Zincblende AlN (conventional a = 4.342 Å at rest), computed with Ansatz 0.2.0: LDA, plane-wave PAW with datasets made for PBE, scalar-relativistic, cutoff 420 eV, k mesh 10×10×10. Zone-centre optical phonons are from linear response; the lowest frequency leaves out the long-range electric term, and the highest longitudinal frequency includes it.

```
volume per atom (Å³)  applied pressure (GPa)  volume over rest  lowest phonon frequency (cm⁻¹)  highest longitudinal frequency (cm⁻¹)  dielectric clamped  dielectric relaxed  Born charge first Al (e)
                8.62                      50              none                           839.4                                 1076.8                4.33                7.13                      2.52
                9.13                      30              none                           778.6                                 1016.5                4.38                7.48                      2.53
                9.28                      25              none                           761.8                                  999.8                4.40                7.58                      2.53
                9.57                      16              none                           729.7                                  967.8                4.44                7.81                      2.54
                9.61                      15              none                           725.9                                  964.0                4.45                7.84                      2.54
                9.72                      12              none                           714.4                                  952.4                4.46                7.93                      2.54
                9.88                       8              none                           698.5                                  936.4                4.48                8.06                      2.54
                9.96                       6              none                           690.2                                  928.1                4.50                8.13                      2.54
               10.03                     n/a              0.98                           683.5                                  921.4                4.51                8.19                      2.54
               10.05                       4              none                           681.8                                  919.6                4.51                8.20                      2.54
               10.09                       3              none                           677.5                                  915.2                4.52                8.24                      2.54
               10.19                       1              none                           668.6                                  906.3                4.53                8.32                      2.54
               10.23                       0              none                           664.1                                  901.7                4.54                8.37                      2.54
               10.28                     n/a              none                           659.5                                  897.2                4.55                8.41                      2.55
               10.44                     n/a              1.02                           645.4                                  882.8                4.57                8.56                      2.55
```

The rows run from strong compression at the top to slight expansion at the bottom. The column headed lowest phonon frequency holds the transverse optical mode: the Al sublattice moves against the N sublattice and no macroscopic electric field arises. Highest longitudinal frequency is the same motion in a wave whose displacement points along its direction of travel, and there such a field does arise. Both frequencies rise with every step of compression, yet the distance between them stays between 237.4 and 238.1 cm⁻¹. The puzzle is how two quantities can move so far and keep their distance.

**From 8.62 to 9.28 Å³: the stiff end**

The top row shows how strongly the bonds respond. Its volume is 16 % below that of the crystal at rest (10.23 Å³), which means bonds only about 5.5 % shorter. The transverse frequency is 26 % higher, and since a force constant goes as the frequency squared, the effective spring is 1.26² ≈ 1.6 times as stiff. Theory attributes this to the repulsion between neighbouring electron clouds, which steepens rapidly as the atoms approach.

Two simple laws for the transverse frequency were fitted to the twelve rows above 9.5 Å³ and carried to the three rows of this stretch. A power law in volume, with a constant exponent (the Grüneisen parameter) of 1.42, ends 7 cm⁻¹ too high at 8.62 Å³. An exponential in bond length ends 3 cm⁻¹ too high, as the printed output shows. The power law holds the relative rise per percent of volume constant, the exponential the relative rise per step of bond length. Under strong compression both become smaller than they are near rest. The better exponential does not prove that repulsion acts alone, because the transverse mode also contains electric forces between the displaced ions.

The longitudinal mode has a second spring. Let the sublattices shift by $u$ against each other, and let $Z$ be the Born charge, the effective charge that a moving Al atom carries. A cell of volume $V_c$ then has the polarisation $Zeu/V_c$. In a longitudinal wave this builds up an opposing field, weakened by the electrons through the clamped dielectric constant $\varepsilon_\infty$, and the field pulls the ions back. With $\mu$ the reduced mass and $\varepsilon_0$ the vacuum permittivity, the two springs add:

$$\omega_L^2=\omega_T^2+\Omega^2,\qquad \Omega^2=\frac{Z^2e^2}{\varepsilon_0\,\varepsilon_\infty\,\mu\,V_c}.$$

The calculation obtains its longitudinal frequencies from this relation, so the agreement with the table is no test of it. Its use is to separate the causes. From rest to 8.62 Å³ the smaller volume multiplies $\Omega^2$ by 1.187, the lower clamped dielectric constant by 1.048 and the slightly lower Born charge by 0.984, together about 1.224. The field spring thus stiffens too, mainly because the same charges are packed into less space.

Two limiting cases show what each spring would do alone. They need the strength of the field spring at rest and in the top row:

$$\Omega^2_{\text{rest}}=901.7^2-664.1^2\approx 372\,000\ \text{cm}^{-2},\qquad 1.224\,\Omega^2_{\text{rest}}\approx 455\,000\ \text{cm}^{-2}.$$

If only the bonds stiffened and the field spring kept its value at rest, the distance at 8.62 Å³ would shrink:

$$\sqrt{839.4^2+372\,000}-839.4\approx 198\ \text{cm}^{-1}.$$

If only the field spring stiffened, the distance would widen:

$$\sqrt{664.1^2+455\,000}-664.1\approx 282\ \text{cm}^{-1}.$$

With both changes together it hardly moves:

$$\sqrt{839.4^2+455\,000}-839.4\approx 237\ \text{cm}^{-1}.$$

This last estimate uses the row's own transverse frequency, Born charge and clamped dielectric constant, so it is an accounting and not a forecast.

The reason is visible in $\omega_L-\omega_T=\Omega^2/(\omega_L+\omega_T)$. From rest to the top row the numerator and the denominator each grow by 22 %. No law demands this equality. In a weakly polar crystal with the same volume exponents, the denominator would be nearly $2\omega_T$ and would grow faster than $\Omega^2$, so the distance would shrink under pressure, though only by the factor 1.224/1.26 ≈ 0.97 from rest to the top row. In a crystal whose field spring dominates, the distance would be nearly $\Omega$ itself and would widen by the factor $\sqrt{1.224}\approx 1.11$. The limits lie close together: most of the constancy comes from $\omega_T$ and $\Omega^2$ growing by nearly the same factor. AlN, with two springs of comparable strength, sits where the small remainder cancels.

**From 9.57 to 9.96 Å³: a very flat top**

The distance is largest, 238.1 cm⁻¹, at 9.57 and 9.61 Å³. Between 10.44 and 9.57 Å³ the numerator grows slightly faster than the denominator, and between 9.57 and 8.62 Å³ slightly slower. The turn comes from the clamped dielectric constant, whose fall under compression becomes less steep. The relative rise of the transverse frequency per percent of volume also becomes smaller, but that alone would have let the distance go on widening. The whole feature is smaller than 1 cm⁻¹, however, and the stated uncertainty of the Born charge, about 0.009 e, is alone worth more than that in the longitudinal frequency. An error shared by all rows would shift the whole curve and leave the maximum in place; one that drifts with volume could remove it. The smoothness of the rows favours a real maximum but does not secure it.

That the clamped dielectric constant falls at all needs a reason, since packing polarisable matter more densely should raise it. Each cell must therefore polarise less easily. The likely cause is that electrons need more energy to be excited: in the same runs the smallest direct gap found on the k mesh widens from 4.39 eV at rest to 5.00 eV at 9.57 Å³. From 9.28 Å³ to the top row it gains little more, from 5.19 to 5.29 eV, probably because the smallest gap then lies at another point of the mesh. The dielectric constant draws on transitions at all points, and LDA gaps are too small, so this one gap supports the argument without proving it.

**From 10.03 to 10.28 Å³: around rest**

Some rows here look irregular only because they were set up differently. The row at 10.03 Å³ is compressed too, but has no entry for the pressure because its volume was fixed at 0.98 of the rest value, and the row at 10.28 Å³ is under a slight tension of 1 GPa. Both fall on the same curve as their neighbours once volume is used as the axis. The Born charge seems to stand still at 2.54 e over many rows and then to step, but with more digits it rises smoothly.

Pressure is a less even axis than volume. From 0 to 4 GPa the transverse frequency gains (681.8 − 664.1)/4 ≈ 4.4 cm⁻¹ per GPa, but from 30 to 50 GPa only (839.4 − 778.6)/20 ≈ 3.0. The main reason is that a compressed crystal yields less volume for each further GPa. For reading uniform pressure from a spectrum of this crystal, the position of either line is useful and their distance is not. A film strained in its plane is a different case, which these rows do not cover.

**10.44 Å³: the soft end**

The expanded row has the softest bonds and the largest relaxed dielectric constant, the one that includes the response of the ions. The ionic share is the difference between the relaxed and the clamped constant, and it equals $\varepsilon_\infty\Omega^2/\omega_T^2$. If the bonds were infinitely stiff, this share would vanish; if the transverse frequency approached zero, it would grow without bound. AlN is far from that second limit, but expansion moves it in that direction.

Read upwards from rest, the same expression explains the fall under pressure. The ionic share drops from 3.83 at rest to 2.80 at 8.62 Å³, while the clamped constant loses only about 0.2. Had the transverse frequency kept its rest value, denser packing would have raised the ionic share to about 4.5. The stiffer bonds more than undo this gain. The distance between the two frequencies hides the stiffening, and the relaxed dielectric constant shows it openly.

These results hold for a crystal kept in the zincblende form. AlN prefers wurtzite at rest and rocksalt at high pressure, so the top rows describe a structure that a real sample may have left. Further runs at 3, 8 and 15 GPa gave an average shear modulus of 125 GPa, which speaks for stability against uniform shear at these pressures. For shear at higher pressure and for vibrations away from the zone centre these data hold no results, so stability against them is not shown here. The LDA runs also used PAW datasets made for PBE and leave out thermal and zero-point motion. Each of these may shift the absolute values in every row.

Numerical output:

```
fit of log(TO) on 12 rows (V > 9.5): constant 9.791 +/- 0.013, coefficient of log(V) -1.416 +/- 0.0058; rms 0.000479, worst 9.57 0.000776, leave-one-out rms 0.000593
  rows outside the fit (model, value, miss): 8.62 6.741, 6.733, 0.00876; 9.13 6.66, 6.657, 0.00256; 9.28 6.637, 6.636, 0.0013
fit of log(TO) on 12 rows (V > 9.5): constant 10.78 +/- 0.014, coefficient of BOND -2.279 +/- 0.0076; rms 0.00039, worst 10.19 -0.000614, leave-one-out rms 0.000472
  rows outside the fit (model, value, miss): 8.62 6.737, 6.733, 0.00402; 9.13 6.658, 6.657, 0.000918; 9.28 6.636, 6.636, 0.000262
power law less computed TO at 8.62, cm-1: 7.381
exponential in bond length less computed TO at 8.62, cm-1: 3.38
rise of TO from 10.23 to 8.62, percent: 26.4
rise of LO from 10.23 to 8.62, percent: 19.42
smallest LO-TO of all rows, cm-1: 237.4
largest LO-TO of all rows, cm-1: 238.1
rise of LO^2-TO^2 from 10.23 to 8.62, percent: 22.28
rise of LO+TO from 10.23 to 8.62, percent: 22.38
factor in LO^2-TO^2 from smaller volume: 1.187
factor in LO^2-TO^2 from clamped dielectric constant: 1.048
factor in LO^2-TO^2 from Born charge squared: 0.9843
exponent of LO^2-TO^2 in 1/V, 10.44 to 9.57: 1.241
exponent of LO+TO in 1/V, 10.44 to 9.57: 1.207
exponent of LO^2-TO^2 in 1/V, 9.57 to 8.62: 1.131
exponent of LO+TO in 1/V, 9.57 to 8.62: 1.159
exponent of clamped dielectric constant in V, 10.44 to 9.57: 0.3317
exponent of clamped dielectric constant in V, 9.57 to 8.62: 0.24
ionic part of dielectric constant at 10.23: 3.83
ionic part of dielectric constant at 8.62: 2.8
ionic part at 8.62 had TO kept its value at 10.23: 4.473
fall of clamped dielectric constant from 10.23 to 8.62: 0.21
largest miss of LO from the field formula, cm-1: 0.7812
```
